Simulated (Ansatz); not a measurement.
Sc: the change of energy above lowest point and pressure with volume scale

All results are calculated (Ansatz 0.2.0). Free energy against uniform scaling of the volume at fixed shape and fractions; periodic cell, basis, potentials, k mesh and filling as listed.

The cell before it is scaled or strained (space group I4/mcm, No. 140):
```
Sc
1.0
     -3.0880     3.0880     2.7062
      3.0880    -3.0880     2.7062
      3.0880     3.0880    -2.7062
Sc
4
Direct
  0.16373 0.33627 0.50000
  0.66373 0.16373 0.82746
  0.33627 0.83627 0.17254
  0.83627 0.66373 0.50000
```

Settings of every row: functional PBEsol; dispersion D3(BJ)+ATM; potentials PAW; wave cutoff 470 eV; density cutoff 1880 eV; k mesh 6x6x6; k shift 0x0x0; occupations fermi dirac; smearing width 0.1 eV; spin none.

Limits: coarse k mesh, up to 40 meV an atom off; minimum outside the range; the cell comes from a prototype or a list of computed structures and needn't be the stable phase.

```csv
row,volume scale,V (Å³/atom),energy above lowest point (meV/atom),pressure (GPa)
1,0.92,23.741,0,-0.15
2,0.9467,24.43,3.7,-1.55
3,0.9733,25.117,13.1,-2.79
4,1,25.806,?,?
5,1.0267,26.495,46.3,-4.86
6,1.0533,27.181,69.1,-5.73
7,1.08,27.87,95.4,-6.5
```

Question: what energy above lowest point and pressure should row 4 give?

Worked fit of energy above lowest point. Take u = (V_r/V)^(2/3) − 1 with V_r = 25.806 Å³ an atom, which is twice the finite (Eulerian) strain; such expansions in the strain, on which the Birch-Murnaghan equation of state is built, carry the rest volume and the bulk modulus. The shown rows have u = 0.05718, 0.03721, 0.01821, -0.01741, -0.03402, -0.05. Least squares give energy above lowest point = 27.47 − 939.3 × u + 8218 × u² − 3400 × u³ meV/atom; a parabola predicts inner rows, each left out in turn, worse (root mean square 0.2 against 0.063 meV/atom). All shown rows lie on it to the printed digit. The withheld row has u = 0, so the fit gives 27.47 − 939.3 × (0) + 8218 × (0)² − 3400 × (0)³ = 27.5 meV/atom.

The calculation gave 27.4 meV/atom. The fit lies 0.1 meV/atom (0.1 % of the column's range) above it, one unit of the last digit.

Worked fit of pressure. Take u = (V_r/V)^(2/3) − 1 with V_r = 25.806 Å³ an atom, which is twice the finite (Eulerian) strain; such expansions in the strain, on which the Birch-Murnaghan equation of state is built, carry the rest volume and the bulk modulus. The shown rows have u = 0.05718, 0.03721, 0.01821, -0.01741, -0.03402, -0.05. Least squares give pressure = −3.888 + 58.32 × u + 122.6 × u² GPa; a straight line predicts inner rows, each left out in turn, worse (root mean square 0.13 against 0.0066 GPa). The rows lie off it by 0.00, 0.00, 0.00, 0.01, 0.00, 0.00. The withheld row has u = 0, so the fit gives −3.888 + 58.32 × (0) + 122.6 × (0)² = -3.89 GPa.

The calculation gave -3.89 GPa. The fit meets it to the printed digit.
